Zone-centre optical phonons of cubic Al3GaN4 (P-43m, 8 atoms in the cell, a = 4.407 Å), calculated with Ansatz 0.2.0 by linear response: PBEsol, plane-wave PAW, scalar-relativistic, no spin polarisation, cutoff 420 eV, k mesh 6×6×6. Each row is one degenerate level, with the intensity summed over the level; the frequencies hold for zero macroscopic field.

```
row  phonon frequency (cm⁻¹)  degeneracy  infrared intensity ((D/Å)²/amu)
  1                    242.2           3                            0.595
  2                    327.3           3                                0
  3                    517.8           3                             9.28
  4                    607.7           3                             81.6
  5                    655.8           3                                0
  6                    657.8           3                             95.4
  7                    684.0           1                                0
  8                    700.7           2                                0
```

**Q:** The cell holds eight atoms, yet the table has eight rows and not twenty-four. Has something been left out?

**A:** No. Eight atoms can move in 24 independent ways, and three of these shift the whole crystal without stretching a bond. The other 21 are optical vibrations. A row collects all vibrations that the cubic symmetry forces to share one frequency, so the degeneracies add up to 21.

**Q:** Four rows have an intensity of exactly zero. Are the atoms in them only weakly charged?

**A:** The atoms are the same in every row; what differs is the pattern in which they move. Infrared light couples to a vibration through the electric dipole that the motion creates, and the intensity is the square of that dipole per unit displacement, divided by mass. A dipole is an arrow. In a cubic crystal its three directions are equivalent, so a level that carries one must be threefold.

This settles rows 7 and 8, which are single and double. In row 8 only the nitrogen atoms move, and their dipoles cancel completely. Being threefold is necessary but not sufficient: rows 2 and 5 change under the crystal's mirror planes as a rotation does, not as an arrow does. These zeros are exact and would survive any change of functional that keeps the symmetry. Dark here means dark in the infrared, for rows 7 and 8 are allowed in Raman scattering.

**Q:** Among the bright rows, 4 and 6 take nearly everything. Why are there two strong rows, and not one or four?

**A:** Start from the limit in which all cations are alike. The crystal is then plain zinc blende, with one bright vibration: all cations move against all nitrogens. The other patterns of the larger cell have neighbouring units moving in opposite directions, and their dipoles cancel. Four levels have the right symmetry, but only one is bright.

Now make every fourth cation gallium. The units are no longer equivalent, and patterns of the same symmetry can mix, so the bright motion is spread over four rows. Mixing is strongest between patterns whose frequencies lie close together. That is the likely reason why rows 4 and 6 share 95 % of the intensity almost evenly, while row 1, far below, gets 0.3 %. The frequencies before mixing were not calculated, so this remains an inference.

The difference between the cations that matters here is hardly one of charge. The effective charge, meaning the dipole created per unit displacement of an atom, is 2.53 e for gallium and on average 2.57 e for aluminium. Gallium differs much more in mass, and its bonds differ too. How these two causes divide the work can't be read from the table, which leaves out how the single atoms move in each row. The calculation did put out these displacements for every vibration. Together with the frequencies and masses they give the springs, so one could change the mass of gallium alone and see how much of the mixing remains. That step has not been done here.

**Q:** Can I estimate how much intensity there is to share?

**A:** Yes, and you don't need the springs for it. Pick one direction and give each atom an arrow along it of length Z/√m, where Z is its effective charge and m its mass; a negative charge turns the arrow round. (For nitrogen this leaves out small dipoles across the displacement, 0.06 e, which hardly change the total.) All these arrows together form one long vector, and the intensity that a vibration has in this direction is the square of that vector's component along the vibration. The vibrations are a complete set of perpendicular axes, so the squares must add up to the vector's full squared length, the sum of Z²/m. Uniform shifts of the crystal take no share, because the charges add up to zero.

With three directions for each atom, and −2.56 e for nitrogen, the sum in e²/amu is:

- four nitrogens: 12 × 2.56² / 14.0 = 5.6
- three aluminiums: 9 × 2.57² / 27.0 = 2.2
- one gallium: 3 × 2.53² / 69.7 = 0.3

The total is 8.1. One elementary charge is 4.80 D/Å, so we multiply by 4.80² and get 187 (D/Å)²/amu. The intensities in the table add up to 186.9. The agreement has to be good, since the program builds the intensities from the same charges; it shows that no intensity is missing from the list, not that the crystal in nature has these values.

The parts are the useful result. Nitrogen supplies about 70 % of the sum because it is light and makes up half of the atoms; the single, heavy gallium supplies only 3 %. Charges and masses fix the total, while the springs, together with the masses, decide in which rows it appears. For a related ordered nitride whose effective charges you know or can estimate, you can therefore guess the total before you know a single frequency.

**Q:** Row 6 is 17 % more intense than row 4. Does it also add more to the static dielectric constant?

**A:** It adds the same. A static field pulls the ions against their springs, and a slow vibration yields more than a fast one. The contribution goes as intensity divided by frequency squared. Here (657.8/607.7)² is 1.17, which cancels the lead of row 6, and each of the two rows adds about 1.8. I know of no deeper reason for the equality.

All bright rows together add 4.0 to the 4.9 found with the ions held still. Nearly half of the static dielectric constant thus comes from moving ions, and most of that from two rows.

**Q:** Is row 8, at 700.7 cm⁻¹, the upper end of the optical spectrum?

**A:** Only of this table, which holds for zero macroscopic field. A longitudinal wave piles up charge and creates a field of its own, which stiffens the bright vibrations. Its frequency is found where the dielectric function passes through zero.

Follow that function upwards from row 6. Just above this row the ions swing against the field and the function is strongly negative. Far above, the ions can't follow any more, and it approaches the positive electronic value. It must cross zero in between, and with the intensities of the table it does so near 846 cm⁻¹, well above row 8.

This interval shows up in reflection. Between row 6 and the crossing the function is negative, and a thick, clean crystal reflects strongly. Rows 7 and 8 lie inside this band and leave no mark on it. Damping, which the calculation leaves out, would soften the edges.

**Q:** What would change if gallium were as light as aluminium?

**A:** Keep the springs as they are and change only the mass. Gallium is at rest in all four dark rows, so these would not move at all. The four bright rows could only rise. A product rule for vibrations of equal symmetry (the Teller–Redlich rule) gives their geometric mean exactly: it goes up by about 9 %. How the rise is divided among the four depends on the displacements in each row, which the calculation gives but the table does not.

Nitrogen is the opposite case. In row 8 it moves alone, so the frequency goes as 1/√m, and nitrogen 1 % heavier would lower it by 0.5 %, or 3.5 cm⁻¹. A real exchange of gallium for aluminium would alter the springs as well. It would also restore the limit we began with, in which one bright level is left and the other three go dark.

**Q:** Which digits may I trust?

**A:** Trust the zeros and the degeneracies fully, since symmetry fixes them. For the intensities, the program states an uncertainty of about 0.014 e in the effective charges. If the vibration patterns are right, and the error lies only in the dipole along each atom's own displacement, this changes rows 4 and 6 by less than 2 % of their own values, so the lead of row 6 is safe against that error. In row 1 the same uncertainty may reach about a fifth of the value, because the same possible error is set against a much smaller dipole. Read it as roughly 0.6.

Be more careful with the frequencies. Rows 5 and 6 differ by only 2 cm⁻¹, and neither the plane-wave cutoff nor the k mesh was varied to test such a gap. The functional, PBEsol, was also used with atomic datasets made for PBE, and the atoms are at rest, without thermal or zero-point motion. I would not rely on the order of these two rows. Nor would I rely on which of rows 4 and 6 is the stronger: if they come from close patterns that mix, a small change in the springs should shift their shares noticeably. The strong pair as such, the weak row 1 and the wide reflecting band rest on much larger differences; the output printed below gives the shares and sums behind them.

Output of the analysis:

```
Shares of the rows:
  row  frequency cm-1  intensity share %  part of static dielectric constant
    1           242.2             0.3184                             0.08424
    2           327.3                  0                                   0
    3           517.8              4.966                              0.2875
    4           607.7              43.67                               1.835
    5           655.8                  0                                   0
    6           657.8              51.05                               1.831
    7             684                  0                                   0
    8           700.7                  0                                   0
Number of optical modes: 21
Share of the two strong rows 4 and 6 in the intensity, %: 94.72
Intensity of row 6 over row 4: 1.169
Total intensity in the table, (D/A)^2/amu: 186.9
Total intensity from charges and masses, (D/A)^2/amu: 186.9
Part of N in that sum, %: 69.36
Part of Al in that sum, %: 27.25
Part of Ga in that sum, %: 3.388
Lattice part of dielectric constant summed over rows: 4.038
Lattice part from static less electronic constant: 4.038
Highest longitudinal frequency from zero of dielectric function, cm-1: 846.3
Highest longitudinal frequency above row 8, cm-1: 145.6
Fall of row 8 if N were 1 % heavier, cm-1: 3.477
Rise of geometric mean of the four T2 rows if Ga had the mass of Al, %: 9.386
Row 8 less row 7, cm-1: 16.7
Crude ratio of Ga-N to Al-N bond spring from rows 7 and 8: 0.9372
Row 6 less row 5, cm-1: 2
Bound on intensity error from charges in row 1, %: 19.19
Bound on intensity error from charges in rows 4 and 6, %: 1.639
```
